# Where does the local-mode splitting formula come from, and why is it called tunnelling?

**Question.** For a molecule with two equivalent X–H bonds, like the C–H bonds of acetylene, the lowest two stretch levels with $n$ quanta form a close doublet $|n,0\rangle_\pm$. I keep seeing its splitting quoted as $2n\lambda(\lambda/2x)^{n-1}/(n-1)!$ and described as "dynamical tunnelling". How is this derived? What is being tunnelled through, given that the potential has a single minimum? And since $\lambda/2x$ is not very small in acetylene, is the formula of any use there?

---

**Answer.** The formula is the first non-vanishing order, the $n$-th, of degenerate perturbation theory for two anharmonic oscillators with a one-quantum exchange coupling. Its leading relative correction turns out to be $-(n+2)(\lambda/2x)^2/(n-1)^2$, so it improves as $n$ grows. All energies below are wavenumbers in cm$^{-1}$.

## 1. Premises

1. Each bond is an oscillator with Morse-type levels $\omega(v+\tfrac12)-x(v+\tfrac12)^2$. My sign convention is $x>0$; many papers write $x_m=-x$.
2. The two bonds are identical. Their ladder operators $a,b$ act on the bond eigenstates with harmonic matrix elements, $a^\dagger|v\rangle=\sqrt{v+1}\,|v+1\rangle$. Both bond coordinates increase on extension.
3. Of the bilinear coupling only the part that conserves $\hat n_a+\hat n_b$ is kept. The dropped part, $ab+a^\dagger b^\dagger$, connects states about $2\omega$ apart, and $\omega\gg x,|\lambda|$.
4. No other mode and no rotation appears explicitly.

This is the harmonically coupled anharmonic oscillator model of Child and Lawton (1981):

$$H=\omega(\hat n_a+\hat n_b+1)-x\left[(\hat n_a+\tfrac12)^2+(\hat n_b+\tfrac12)^2\right]+\lambda\,(a^\dagger b+b^\dagger a).$$

$H$ commutes with $\hat n_a+\hat n_b$ and with the exchange $a\leftrightarrow b$. It therefore splits into blocks (polyads) of fixed $n$, spanned by $|k\rangle\equiv|n-k,k\rangle$ with $k=0,\dots,n$, and each eigenstate is even or odd under $k\to n-k$. I write $|n,0\rangle_\pm=(|n,0\rangle\pm|0,n\rangle)/\sqrt2$. In acetylene these are $\Sigma_g^+$ and $\Sigma_u^+$. For $n=1$ the block is $\lambda\sigma_x$ plus a constant, so $\nu_1-\nu_3=2\lambda$.

## 2. The polyad matrix

Measure energies from the unperturbed level of $|n,0\rangle$. The $\omega$ term and the part of the $x$ term linear in the quantum numbers depend only on $n$ and cancel:

$$D_k=x\left[n^2-(n-k)^2-k^2\right]=2x\,k(n-k).$$

So $D_0=D_n=0$ and all other $D_k$ are positive. Putting all quanta in one bond gains the most anharmonic lowering, and the two localised states lie at the bottom of the polyad. The coupling moves one quantum at a time:

$$V_k=\langle k+1|H|k\rangle=\lambda\sqrt{(n-k)(k+1)},\qquad k=0,\dots,n-1 .$$

The matrix is tridiagonal, a chain of $n+1$ sites with degenerate ends. To get from $k=0$ to $k=n$ the coupling must act at least $n$ times, so nothing below order $\lambda^n$ can distinguish the even from the odd combination. Lower orders shift both ends equally.

## 3. Exact reduction to two states

Take $n\ge2$. Let $P$ project on $\{|0\rangle,|n\rangle\}$ and $Q$ on the $n-1$ interior sites. The $Q$ part of $H\psi=E\psi$ gives $\psi_Q=G(E)H_{QP}\psi_P$ with $G=(E-H_{QQ})^{-1}$. Inserting this in the $P$ part (Löwdin partitioning), and using $H_{PP}=0$,

$$\begin{pmatrix}\Sigma(E)&W(E)\\W(E)&\Sigma(E)\end{pmatrix}\psi_P=E\,\psi_P,\qquad \Sigma=V_0^2\,G_{1,1},\qquad W=V_0\,G_{1,n-1}\,V_{n-1}.$$

The diagonal entries are equal because of the exchange symmetry. The eigenvectors are $(1,\pm1)/\sqrt2$, so, exactly,

$$E_\pm=\Sigma(E_\pm)\pm W(E_\pm).$$

The corner element of $G$ follows from the cofactor formula. $M=E-H_{QQ}$ has dimension $m=n-1$ and off-diagonal entries $-V_1,\dots,-V_{n-2}$. Deleting its last row and first column leaves a triangular matrix whose diagonal holds those $m-1$ entries, with determinant $(-1)^{m-1}V_1\cdots V_{n-2}$. The cofactor sign is $(-1)^{m+1}$, and the two signs cancel. Hence

$$W(E)=\frac{V_0V_1\cdots V_{n-1}}{\det(E-H_{QQ})}.$$

The numerator is exactly proportional to $\lambda^n$, which confirms the counting of orders.

## 4. Leading order

As $\lambda\to0$, $E_\pm\to0$ and $\det(E-H_{QQ})\to\prod_{k=1}^{n-1}(-D_k)$. The two products are

$$\prod_{k=0}^{n-1}V_k=\lambda^n\sqrt{n!\;n!}=\lambda^n n!,\qquad \prod_{k=1}^{n-1}(-D_k)=(-2x)^{n-1}\left[(n-1)!\right]^2 ,$$

because $n-k$ and $k+1$ each run through $1,\dots,n$ in the first, and $k$ and $n-k$ each run through $1,\dots,n-1$ in the second. This is the one $n$-th order path $|n,0\rangle\to|n-1,1\rangle\to\dots\to|0,n\rangle$ with its $n-1$ energy denominators. The difference $\Sigma(E_+)-\Sigma(E_-)$ is smaller than $E_+-E_-$ by a factor $\Sigma'=O(\lambda^2/x^2)$ and drops out at this order. Therefore

$$E_+-E_-\simeq 2W(0)=\frac{2n\lambda}{(n-1)!}\left(-\frac{\lambda}{2x}\right)^{n-1},$$

$$\boxed{\;\Delta_n^{(0)}=\frac{2n|\lambda|}{(n-1)!}\left(\frac{|\lambda|}{2x}\right)^{n-1}\;}$$

which is your formula; $n=1$ gives the exact $2|\lambda|$.

The signed form fixes the order of the levels. For $\lambda<0$ the even state is always the lower. For $\lambda>0$, the case of acetylene, the even state is lower for even $n$ and higher for odd $n$. The two cases are related by $b\to-b$, which reverses $\lambda$, leaves the spectrum unchanged and multiplies $|0,n\rangle$ by $(-1)^n$.

## 5. The first correction

Set $\epsilon=\lambda/2x$ and use $2x$ as the unit of energy, so that $D_k=k(n-k)$ and $V_k^2=\epsilon^2(n-k)(k+1)$. Expand $\Sigma$ and $W$ about the mean $\bar E=(E_++E_-)/2$ and subtract the two exact equations. With $\delta=E_+-E_-$,

$$\delta=\Sigma'(\bar E)\,\delta+2W(\bar E)\quad\Rightarrow\quad \delta=\frac{2W(\bar E)}{1-\Sigma'(\bar E)},$$

where the omitted terms $\Sigma'''\delta^3$ and $W''\delta^2$ are of relative order $\epsilon^4$ or smaller, since $\delta=O(\epsilon^n)$. Three effects enter at relative order $\epsilon^2$.

*(i) Normalisation.* To lowest order $\Sigma=V_0^2/(E-D_1)$ with $V_0^2=n\epsilon^2$ and $D_1=n-1$. Then $\Sigma'=-n\epsilon^2/(n-1)^2$, and $1/(1-\Sigma')$ contributes $-n\epsilon^2/(n-1)^2$.

*(ii) Shifted denominators.* The doublet is pushed down to $\bar E=-n\epsilon^2/(n-1)$, so $\prod(\bar E-D_k)=\prod(-D_k)\,[1-\bar E\sum_k 1/D_k]$. With $1/[k(n-k)]=(1/k+1/(n-k))/n$ the sum is $2H_{n-1}/n$, where $H_m=\sum_{j=1}^m 1/j$. The product stands in the denominator of $W$, so the contribution is $-2H_{n-1}\epsilon^2/(n-1)$.

*(iii) Back-and-forth steps.* The determinant of a tridiagonal matrix, to second order in its off-diagonal entries, is $\prod(E-D_k)\,[1-\sum_{k=1}^{n-2}V_k^2/D_kD_{k+1}]$ at the accuracy needed. Here
$$\frac{V_k^2}{D_kD_{k+1}}=\frac{\epsilon^2(n-k)(k+1)}{k(n-k)(k+1)(n-k-1)}=\frac{\epsilon^2}{k(n-1-k)},$$
and the same partial fraction sums this to $2H_{n-2}\epsilon^2/(n-1)$, which enters $W$ with a plus sign.

In (ii) plus (iii) the harmonic numbers cancel except for $H_{n-1}-H_{n-2}=1/(n-1)$, leaving $-2\epsilon^2/(n-1)^2$. Adding (i),

$$\Delta_n=\Delta_n^{(0)}\left[1-\eta_n+O(\epsilon^4)\right],\qquad \eta_n=\frac{n+2}{(n-1)^2}\left(\frac{\lambda}{2x}\right)^2 .$$

Two solvable cases test this. For $n=2$ the odd state is uncoupled, $E_-=0$, while the even state couples to $|1,1\rangle$ with element $2\epsilon$, so $|\delta|=\tfrac12(\sqrt{1+16\epsilon^2}-1)=4\epsilon^2(1-4\epsilon^2+\dots)$. For $n=3$ each symmetry block is $2\times2$, with diagonal $0$ and $2\pm2\epsilon$ and off-diagonal $\sqrt3\,\epsilon$, so $E_\pm=1\pm\epsilon-\sqrt{(1\pm\epsilon)^2+3\epsilon^2}$ and $\delta=3\epsilon^3(1-\tfrac54\epsilon^2+\dots)$. Both coefficients equal $(n+2)/(n-1)^2$.

## 6. What is being tunnelled through

Nothing in $H$ describes a double well. For stretch energies below dissociation the allowed region of the two bond lengths is one connected basin around one equilibrium geometry. The obstacle is in phase space.

Replace $a\to\sqrt{I_a}\,e^{-i\theta_a}$ and $b\to\sqrt{I_b}\,e^{-i\theta_b}$, with $I_{a,b}=n_{a,b}+\tfrac12$. Define $I=I_a+I_b=n+1$, $z=I_a-I_b$ and $\phi=\theta_a-\theta_b$. Then $I_a^2+I_b^2=(I^2+z^2)/2$ and $2\sqrt{I_aI_b}=\sqrt{I^2-z^2}$, and

$$H_{\rm cl}=\omega I-\tfrac12x(I^2+z^2)+\lambda\sqrt{I^2-z^2}\cos\phi .$$

$I$ is conserved, so trajectories follow contours of $H_{\rm cl}$ in the $(z,\phi)$ surface. To carry the energy from bond $a$ to bond $b$ a trajectory must cross $z=0$. The lowest energy available on $z=0$ is $\omega I-\tfrac12xI^2-|\lambda|I$, reached at $\cos\phi=-\operatorname{sgn}\lambda$. Along that line the $z$-dependent part is $-\tfrac12xz^2-|\lambda|\sqrt{I^2-z^2}$, with curvature $-x+|\lambda|/I$ at $z=0$. When $xI>|\lambda|$ this point is a saddle and two minima appear at $\sqrt{I^2-z^2}=|\lambda|/x$. Contours below the saddle energy cannot reach $z=0$ and consist of two mirror-image loops, one with $z>0$ and one with $z<0$. These are the classical local modes. The unperturbed state $|n,0\rangle$ has $z=n$ and lies below the saddle energy when

$$\tfrac12xn^2>|\lambda|(n+1).$$

The physical reason is detuning. The bond holding the energy vibrates at $\omega-2xI_a$, the other at $\omega-2xI_b$, and a weak coupling cannot drive transfer across the mismatch $2xz$. A trajectory started on one loop stays there for ever, though its partner has the same energy and the same $I$ and covers an overlapping region of bond lengths. Quantum passage between such symmetry-related regions, separated by a constant of motion and not by the potential, is what Davis and Heller (1981) called dynamical tunnelling.

The product in section 4 is the corresponding barrier-penetration factor. The eigenvalue equation is the recurrence $V_{k-1}\psi_{k-1}+V_k\psi_{k+1}=(E-D_k)\psi_k$. Where $V$ and $D$ vary slowly, $\psi_{k+1}/\psi_k=e^{i\phi}$ gives $2V\cos\phi=E-D$, the classical contour equation again. In the interior of the chain $D-E>2|V|$, so no real $\phi$ exists. For $\lambda>0$ the solution that decays away from $k=0$ has $\phi=\pi+i\kappa$, that is $\psi_{k+1}/\psi_k=-e^{-\kappa}$, with $\cosh\kappa=(D-E)/2|V|$. The factor $-1$ per step is the alternation of section 4. For weak coupling $e^{\kappa}\simeq D/|V|\simeq\sqrt{k(n-k)}/|\epsilon|$, and the accumulated exponent is

$$S=\int_0^n\kappa\,dk\simeq\int_0^n\ln\frac{\sqrt{k(n-k)}}{|\epsilon|}\,dk=n\ln\frac{n}{e|\epsilon|},$$

using $\int_0^n\ln k\,dk=n\ln n-n$. Stirling's formula applied to the boxed result gives the same exponential:

$$\frac{\Delta^{(0)}_n}{2x}=\frac{2n^2|\epsilon|^n}{n!}\simeq\sqrt{\frac{2}{\pi}}\;n^{3/2}\,e^{-S}.$$

So the splitting has the form prefactor times $e^{-S}$, with $S$ an imaginary action along a complex path, as in an instanton estimate for a double well. The roles are exchanged, though. The path runs along the action difference $z$, and the quantity that turns imaginary is the angle $\phi$, where a double well has a position and an imaginary momentum. The hump $D_k$ is a barrier only in this space of quantum numbers; it is made by the anharmonicity.

In time, a state prepared as the sum of the two doublet eigenstates (the local state $|n,0\rangle$ dressed with an amplitude of about $|\epsilon|\sqrt n/(n-1)$ of $|n-1,1\rangle$) passes to its mirror image with probability $\sin^2(\pi c\Delta_n t)$. Transfer is complete at $\tau_n=1/(2c\Delta_n)$. This is a coherent beat, not a rate process.

## 7. Range of validity

**Within the model** the condition is $\eta_n\ll1$, which for large $n$ reads $|\lambda|\ll2x\sqrt n$. It does not require $|\lambda|\ll 2x$. For large $n$ it is stricter than the condition for classical trapping, which is of the form $|\lambda|\lesssim xn/2$. Between the two limits the doublet is still a tunnelling doublet, but the full $\cosh\kappa$, or simply the $(n+1)$-dimensional matrix, is needed. The levels must also lie well below dissociation, $n\ll\omega/2x$.

**Terms that only rename parameters.** A term $x_{ab}\hat n_a\hat n_b$ adds $x_{ab}k(n-k)$ to $D_k$, so $2x\to2x+x_{ab}$. A coupling that depends on the polyad number replaces $\lambda$ by $\lambda(n)$. The formula keeps its form, but since $\Delta^{(0)}_n\propto\lambda^n/x^{n-1}$, a fractional change in $\lambda$ is amplified $n$-fold and one in $x$ is amplified $(n-1)$-fold. The non-resonant terms of premise 3 act through the small ratio $\lambda/\omega$ and are absorbed in the same way.

**Two-quantum exchange.** A term $\gamma(a^{\dagger2}b^2+b^{\dagger2}a^2)$ opens shorter paths. Its element from $k=j-1$ to $j+1$ has the same square roots as the two single steps, so skipping site $j$ multiplies the path by $\gamma(-D_j)/\lambda^2$. Since $\sum_{j=1}^{n-1}j(n-j)=n(n^2-1)/6$, to first order in $\gamma$

$$\frac{\delta\Delta_n}{\Delta_n}=-\frac{2x\gamma}{\lambda^2}\,\frac{n(n^2-1)}{6}.$$

**True Morse matrix elements** set the scale of $\gamma$ and also modify premise 2. For a Morse potential with range parameter $\alpha$ and $2N=\omega/x-1$, the standard closed form for $m>j$ is

$$|\langle m|\alpha q|j\rangle|=\frac{2}{(m-j)(2N-j-m)}\sqrt{(N-j)(N-m)\,\frac{\Gamma(2N-m+1)\,m!}{\Gamma(2N-j+1)\,j!}} .$$

Expand it for large $N$, with $1/2N\simeq x/\omega$. The one-quantum element is $\sqrt{j+1}\,[1+jx/2\omega]$ times the $0\to1$ element. The two-quantum element is $\tfrac12\sqrt{x/\omega}\,\sqrt{(j+1)(j+2)}$ times it. Momentum elements are coordinate elements times the transition frequency, which turns the bracket into $1-3jx/2\omega$ and doubles the two-quantum factor. Along the path each bond passes once through every $j=0,\dots,n-1$, and $\gamma/\lambda$ is the square of the two-quantum factor. For a coupling $q_aq_b$ the one-quantum elements thus change the splitting by the fraction $+n(n-1)x/2\omega$, and $\gamma=\lambda x/4\omega$. For a coupling $p_ap_b$ the fraction is $-3n(n-1)x/2\omega$, and $\gamma=\lambda x/\omega$. These corrections grow as $n^2$ and $n^3$, so the model deteriorates just where perturbation theory within it improves.

**Symmetry and other modes.** If the bonds are inequivalent, so that the dressed local levels differ by $d$, the spacing is $\sqrt{d^2+\Delta_n^2}$ and transfer is quenched once $|d|>\Delta_n$. Any resonance that shifts the $g$ and $u$ members unequally adds directly to the observed spacing.

## 8. Illustration: C–H overtones of acetylene

The two C–H bonds share no atom, so they have no direct kinetic coupling, and $\lambda$ is an effective constant relayed largely through the C≡C stretch. The symmetric fundamental typically lies some 80 to 90 cm$^{-1}$ above the antisymmetric one, which makes $\lambda$ positive. I take the approximate round inputs $x=50$, $\lambda=+45$ and $\omega=3400$ cm$^{-1}$. The first two were chosen so that the model reproduces the typical pattern of the lower doublets of this molecule (tens of cm$^{-1}$ for $n=2,3$, a few cm$^{-1}$ for $n=4$), so those entries below are not a test of the model against acetylene. Then $\epsilon=0.45$ and $\epsilon^2=0.2025$.

Take $n=4$. The gaps are $D_1=D_3=300$ and $D_2=400$, and the couplings are $V_0=V_3=90$ and $V_1=V_2=110.2$ cm$^{-1}$. The path gives $W(0)=24\lambda^4/[-(300)(400)(300)]=-2.73$ cm$^{-1}$, so $\Delta_4^{(0)}=5.47$ cm$^{-1}$ with the $g$ member lower. With $\eta_4=0.135$ the corrected value is $4.73$ cm$^{-1}$. For the exact eigenvalues of the model, the odd block has diagonal $(0,300)$ and off-diagonal $90$, giving $E_-=-24.93$; the even block has diagonal $(0,300,400)$ and off-diagonals $90$ and $\sqrt{12}\,\lambda=155.9$, giving $E_+=-29.66$. The difference is $4.73$ cm$^{-1}$.

| $n$ | lower | $\Delta_n^{(0)}$ | $\eta_n$ | $\Delta_n^{(0)}(1-\eta_n)$ | diagonalised | $\tau_n$ / ps |
|---|---|---|---|---|---|---|
| 2 | $g$ | 81.0 | 0.810 | 15.4 | 53.0 | 0.31 |
| 3 | $u$ | 27.3 | 0.253 | 20.4 | 20.8 | 0.80 |
| 4 | $g$ | 5.47 | 0.135 | 4.73 | 4.73 | 3.5 |
| 5 | $u$ | 0.769 | 0.089 | 0.701 | 0.702 | 24 |
| 6 | $g$ | 0.083 | 0.065 | 0.078 | 0.078 | $2.1\times10^2$ |

Splittings are in cm$^{-1}$, $\tau_n$ uses the diagonalised value, and the figures shown compare levels of approximation within the model. At $n=2$ the expansion is useless, and the trapping criterion fails as well: $\tfrac12xn^2=100$ against $|\lambda|(n+1)=135$, so this is no tunnelling doublet. At $n=3$ the criterion is met narrowly ($225$ against $180$) and at $n=4$ comfortably ($400$ against $225$). From $n=4$ on, the boxed formula overestimates the model's splitting by 16 per cent or less, and the first correction removes almost all of that.

The neglected terms limit what this says about the molecule. With $x/\omega=0.0147$, directly coupled Morse bonds would have $\gamma=0.17$ (coordinate coupling) or $0.66$ cm$^{-1}$ (momentum coupling). At $n=4$ the two-quantum paths then lower the splitting by 8 or 33 per cent, and the one-quantum elements change it by $+9$ or $-26$ per cent. At $n=6$ the first-order estimates are $-29$ or $-114$ per cent, and $+22$ or $-66$ per cent, which means they are as large as the splitting and no longer perturbative. Because the real coupling is relayed through C≡C, these figures give the scale only, and part of their effect at low $n$ is already absorbed in the chosen $x$ and $\lambda$. Stretch–bend resonances such as $\nu_3\leftrightarrow\nu_2+\nu_4+\nu_5$ have matrix elements of typically several cm$^{-1}$, comparable with the $n=4$ entry and far above the $n=5$ and $n=6$ entries, so an accidental near-degeneracy can mask those doublets entirely. Finally, for a given nuclear-spin species the $\Sigma_g^+$ and $\Sigma_u^+$ levels occur with $J$ of opposite parity, so a real wave packet also beats at rotational spacings, with $B$ typically about 1.2 cm$^{-1}$; $\tau_n$ refers to the rotationless model.

The model's result for four C–H quanta is therefore a doublet of about 5 cm$^{-1}$ with the $g$ member lower and a bond-to-bond transfer time of 3.5 ps, against 0.19 ps for a single quantum, while its $n=5$ and $n=6$ values indicate only the order of magnitude of the pure two-bond tunnelling contribution.